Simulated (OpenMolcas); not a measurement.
How methods differ on CH3Al (SMILES C[Al])

CH3Al: 5 atoms, total charge 0, spin state singlet. As SMILES, `C[Al]`. The shape is that of a PBE0-D4/def2-TZVP optimisation.

Quantity: the vertical ionisation energy (to the doublet cation), in eV. The values are calculated.

| level | kind | program | value (eV) | CPU time (all runs) |
| --- | --- | --- | --- | --- |
| HF/cc-pVTZ | Hartree–Fock | OpenMolcas | 6.79 | 60 s |
| SVWN5/cc-pVTZ | LDA | OpenMolcas | 7.81 | 99 s |
| BLYP/cc-pVTZ | GGA | OpenMolcas | 7.59 | 2.8 min |
| revPBE/cc-pVTZ | GGA | OpenMolcas | 7.60 | 2.8 min |
| M06-L/cc-pVTZ | meta-GGA | OpenMolcas | 7.65 | 3.8 min |
| TPSS/cc-pVTZ | meta-GGA | OpenMolcas | 7.62 | 3.9 min |
| BHLYP/cc-pVTZ | global hybrid | OpenMolcas | 7.64 | 2.4 min |
| M06-2X/cc-pVTZ | hybrid meta-GGA | OpenMolcas | 7.71 | 3.3 min |

The values span 6.79 to 7.81 eV. Times are those of the runs behind each value, whatever else they computed, on shared processors of several kinds: orders of magnitude only.

Hartree–Fock stands apart at 6.79 eV, while every density functional gives a clearly higher ionisation energy. The electron leaves what is essentially the lone pair on aluminium(I), mainly 3s in character with some 3p mixed in. The empty 3p orbitals lie close in energy, so this pair is strongly correlated in the neutral molecule. Ionisation breaks the pair and removes that stabilisation, which probably accounts for most of the Hartree–Fock shortfall.

The comparison of BLYP with BHLYP supports this reading: mixing in a large share of exact exchange moves the value only from 7.59 to 7.64 eV, and upwards, away from Hartree–Fock. Exact exchange by itself therefore doesn't explain the low result. Beyond the local density approximation, which gives the highest value at 7.81 eV, the functionals agree closely, and neither the step to meta-GGA nor that to a hybrid changes the picture much. That agreement shows limited sensitivity to the choice of functional, but without a correlated wavefunction or experimental reference it doesn't establish which is most accurate.
